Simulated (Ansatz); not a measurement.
Theory: DFT PBE, scalar-relativistic, plane waves, PAW in Ansatz. Settings: cutoff 420 eV, Γ-centred meshes spaced at most about 0.3 Å⁻¹, and about 0.25 Å⁻¹ or finer for metals (2π included), Gaussian smearing. No spin polarisation in the final relaxations.

Temperature and zero-point effects are left out.

Two forms of Sn3Te were relaxed alike.

A.

```xyz
4
Lattice="0.0000 3.8305 3.8305 3.8305 0.0000 3.8305 3.8305 3.8305 0.0000" Properties=species:S:1:pos:R:3 pbc="T T T"
Sn    5.7458    5.7458    5.7458
Sn    1.9153    1.9153    1.9153
Sn    0.0000    0.0000    0.0000
Te    3.8305    3.8305    3.8305
```

B.

```xyz
8
Lattice="6.1734 0.0000 0.0000 0.0000 6.1734 0.0000 0.0000 0.0000 6.1734" Properties=species:S:1:pos:R:3 pbc="T T T"
Sn    1.5434    0.0000    3.0867
Sn    4.6301    0.0000    3.0867
Sn    0.0000    3.0867    1.5434
Sn    0.0000    3.0867    4.6301
Sn    3.0867    4.6301    0.0000
Sn    3.0867    1.5434    0.0000
Te    0.0000    0.0000    0.0000
Te    3.0867    3.0867    3.0867
```

Task: Which form is favoured at zero pressure, and by what margin per atom?

Result: A is lower, by 52 meV/atom. A has the BiF3 (D0_3) type, space group Fm-3m (No. 225), 28.1 Å³/atom and no gap on its mesh; B has the A15 type, space group Pm-3n (No. 223), 29.4 Å³/atom and no gap. Counting Sn atoms around Te (those within 1.25 times the shortest such distance or 1.15 times the sum of covalent radii; a plus sign parts nearer from farther groups; the shortest distance is added where it exceeds 1.18 times the sum of covalent radii), A has Te 8+6 from 3.3 Å and B has Te 12 from 3.5 Å. The denser one is the lower, and pressure would at first widen the difference. Even the lower one lies +0.07 eV/atom against the reference forms of the elements (uncorrected), so neither is stable at this level. In A, around Sn on a site of symmetry -43m lie 4 Sn at 3.32 Å, 4 Te at 3.32 Å and 6 Sn at 3.83 Å; Sn on a site of symmetry m-3m has 8 Sn at 3.32 Å and 6 Te at 3.83 Å; Te is surrounded by 8 Sn at 3.32 Å and 6 Sn at 3.83 Å. In B, Sn is surrounded by 2 Sn at 3.09 Å, 4 Te at 3.45 Å and 8 Sn at 3.78 Å; Te is surrounded by 12 Sn at 3.45 Å. Both come from invented guesses. A third cell relaxed alike, in Im-3m, lies 148 meV/atom below the lower of the two.

Spin–orbit coupling, which can matter for Te, is left out. Cells relaxed within their symmetry can be saddle points.

Form A is favoured over B, but this ranks two unfavourable packings and does not identify a ground state: the Im-3m cell lies 148 meV/atom below A, enough to put it below the elements as well. A's advantage probably comes from closer Sn–Te contact, 3.32 Å against 3.45 Å, which improves the overlap between Sn and Te p states. The short Sn–Sn contacts of 3.09 Å in B evidently do not make up for that loss. In both forms the Sn–Te distances are long for directed bonds, as expected when Te, which prefers a few p-bonded neighbours, is placed in a crowded, nearly isotropic shell. Te can take up only part of the valence electrons of three Sn atoms, so the rest stay in Sn-based states, consistent with the absence of a gap. Rock-salt SnTe is the well-established compound of this system, and a tin-rich composition would be expected to separate into SnTe and Sn. Lying below the elements therefore does not make the Im-3m cell stable against that decomposition.
